**Q:** I have the volume of cubic HfO₂ at rest and its bulk modulus, but no computer at hand. Can I work out what it costs to squeeze or stretch the crystal by a few percent?

**A:** Yes, and we can hold the estimate against a set of energies calculated with the PBE functional in the program exciting (its release is called sodium). Here volume is the volume per atom, and energy is counted per atom from the minimum of a smooth curve fitted through the rows.

Energies of cubic HfO₂ (Fm-3m, three-atom cell) from exciting sodium: all-electron LAPW+lo, PBE functional, no spin polarisation or spin-orbit coupling, 9×9×9 k mesh, rgkmax 7, Fermi-Dirac smearing of 0.05 eV. The cell is scaled uniformly with fractional positions fixed, and energies are counted from the minimum of the fitted curve.

```
volume (Å³/atom)  energy (meV/atom)
           10.48              23.23
           10.71               7.85
           10.93               0.88
           11.15               0.99
           11.38               7.48
           11.60              20.21
           11.82              37.99
```

**Q:** The minimum lies between 10.93 and 11.15, so I would draw a parabola there. Is that enough?

**A:** For a very small change, yes. At the minimum the forces that pull the ions together balance those that push them apart. A slight change of volume upsets the balance in proportion to its size, so the crystal acts as a spring and the energy grows with the square of the change. The bulk modulus B, the resistance to a uniform change of volume, is the stiffness of that spring.

**Q:** And for larger changes?

**A:** Take the two extremes. Under strong compression the electron clouds of neighbouring ions overlap more and more, and their repulsion climbs steeply, so the energy must rise faster than the parabola. Under strong expansion the forces fade and the energy must level off towards that of separate atoms, so it has to fall below the parabola. A real curve is therefore steeper on the compressed side.

**Q:** Does the table show this so close to the minimum?

**A:** It does. Compression to 10.48 costs 23.23 meV per atom, while expansion to 11.60, a slightly larger change, costs only 20.21. Part of the difference is plain geometry: an equal change of volume alters the bond length more when the crystal is squeezed than when it is stretched, so even perfect springs between neighbours would cost more on that side. Standard theory of ionic solids puts the rest down to the steep repulsion; total energies alone do not separate repulsion from attraction.

**Q:** How do I turn this into a rule?

**A:** Let V₀ be the volume at the minimum and x = V/V₀ − 1 the relative change. The spring gives ½BV₀x². The next term follows from B′, the rate at which B grows with pressure, and multiplies the parabola by a factor:

E ≈ ½BV₀x² · [1 − (B′ + 1)x/3]

The bracket says that a stretched crystal is softer and a squeezed one stiffer. For many solids B′ is roughly 4, which makes the bracket 1 − 5x/3. In words: take 1.7 % off the parabola for each percent of expansion, and add as much for each percent of compression.

**Q:** I still need the parabola in handy units.

**A:** Multiply B in GPa by V₀ in Å³ per atom and divide by 3204. That is the energy in meV per atom for a volume change of one percent, and it grows with the square of the percentage. With the PBE values for this crystal it is 245.6 × 11.035 / 3204 = 0.846.

**Q:** Then let me try the row at 10.48. The volume change is 10.48/11.035 − 1, or −5.03 %. Its square is 25.3, and 25.3 × 0.846 = 21.4 meV. For compression I add 5.03 × 1.67 % = 8.4 %, which makes 23.2 meV.

**A:** The table has 23.23. Don't read too much into the last digit, because the volumes are printed to two decimals. With the unrounded volume the rule misses this row by 0.3 meV. Now do the stretched row at 11.60.

**Q:** The change is +5.12 %, its square 26.2, and the parabola gives 26.2 × 0.846 = 22.2 meV. This time I subtract 5.12 × 1.67 % = 8.6 % and get 20.3 meV, against 20.21. So in these two rows the parabola alone is too low for the squeezed crystal and too high for the stretched one.

**A:** Yes, and the gap widens as you go out. At 11.82, the largest expansion, the bare parabola is 4.8 meV too high, about 13 % of the computed energy. With the bracket, every row is met to within 0.4 meV. Near the minimum that is no great comfort in relative terms: there the rule is off by up to 12 %, though this is only 0.1 meV, about the scatter of the energies around their fitted curve.

**Q:** But where did B and V₀ come from? If they were taken from these energies, the agreement is no surprise.

**A:** They came from a fit to all seven rows, including the two you worked. So far we have tested whether a short formula can stand in for the full curve, not whether it predicts new energies. A harder trial uses only your two rows to find the stiffness and the correction, keeping V₀ and the zero of energy from the full fit.

**Q:** Can that be done by hand as well?

**A:** Divide each energy by the square of its percentage: 23.23/25.3 = 0.918 and 20.21/26.2 = 0.771. The two differ because one crystal was squeezed and the other stretched. A straight line through them, read at zero change, gives 0.845, almost the value from the full fit, and its slope gives the correction. The other five energies then come out with a largest miss of about 0.44 meV; the printed output after this exchange lists the misses row by row.

**Q:** How far out may I go?

**A:** The rows test the rule from 5 % compression to 7 % expansion. Beyond that you are trusting a series cut off after two terms. At 20 % expansion it already lies about 10 % below another form, a parabola in V^(−2/3), and the table cannot tell which is closer. At 40 % the rule reaches a maximum and then falls, and at 60 % it is back at zero, as if so wide a stretch cost nothing. That contradicts the limit we began with, where the energy levels off towards that of separate atoms, far above the minimum.

**Q:** Could I use it for another oxide?

**A:** As a first guess, yes, if you know its B and V₀. What counts is their product: at equal volume per atom, a crystal half as stiff pays half as much for the same percentage. An error in B carries over in the same way, and PBE tends to make oxides somewhat too soft. The squeezed side should again cost more, since steep repulsion is common to ionic solids.

**Q:** Last point. The energy rises on both sides, so cubic HfO₂ is stable?

**A:** The rows show this only for a uniform change of volume. On cooling from very high temperature, the cubic form is known to give way as its oxygen ions shift in alternating directions, which leads to the tetragonal form. The three-atom cell used here has no room for that pattern. The rule tells you the price of changing the volume of the cubic crystal, not whether the crystal would rather change its structure.

Printed output of the fit:

```
Rule of thumb against the table, energies in meV/atom:
    row  volume change in %  computed  bare parabola  corrected rule  miss of rule
  10.48              -5.029     23.23          21.39           23.19      -0.04215
  10.71              -2.945      7.85          7.336           7.697       -0.1535
  10.93             -0.9515      0.88         0.7658          0.7779       -0.1021
  11.15               1.042      0.99         0.9186          0.9026      -0.08739
  11.38               3.126      7.48          8.267           7.836        0.3563
   11.6                5.12     20.21          22.17           20.28       0.07032
  11.82               7.114     37.99           42.8           37.73       -0.2635
Misses of the other forms in meV/atom:
    row  bare parabola  parabola in V^(-2/3)  rule with unrounded volumes  rule from two rows
  10.48         -1.836               0.08309                      -0.2974                   0
  10.71        -0.5136               -0.1391                      0.04216             -0.1468
  10.93        -0.1142               -0.1019                     -0.08754             -0.1022
  11.15       -0.07143              -0.08717                      -0.0549             -0.0884
  11.38         0.7871                0.3733                       0.1421              0.3385
   11.6          1.962                0.1895                     -0.05543                   0
  11.82          4.811                0.1709                      -0.1558             -0.4425
Energy per squared percent of volume change, meV/atom: 0.8458
Divisor that turns B in GPa times V0 in cubic angstrom into this number: 3204
Correction in % per percent of volume with the slope of the run: 1.763
Energy per squared percent of bond length, bare parabola, meV/atom: 7.612
Largest miss of the bare parabola, meV/atom: 4.811
Largest miss of the corrected rule, meV/atom: 0.3563
Largest miss of the parabola in V^(-2/3), meV/atom: 0.3733
Largest miss of the corrected rule with unrounded volumes, meV/atom: 0.2974
Largest miss of the rule in the five rows beyond 2 % volume change, %: 4.764
Largest miss of the rule in the two rows nearest the minimum, %: 11.6
Energy per squared percent from the two worked rows alone, meV/atom: 0.8453
Bulk modulus from the two worked rows, GPa: 245.5
Bulk modulus slope from the two worked rows: 4.155
Largest miss of the two-row rule on the other five rows, meV/atom: 0.4425
Rule against the V^(-2/3) form at 20 % expansion, %: -9.521
Rule against the V^(-2/3) form at 20 % compression, %: -7.865
Expansion at which the corrected rule wrongly turns over, %: 40
```
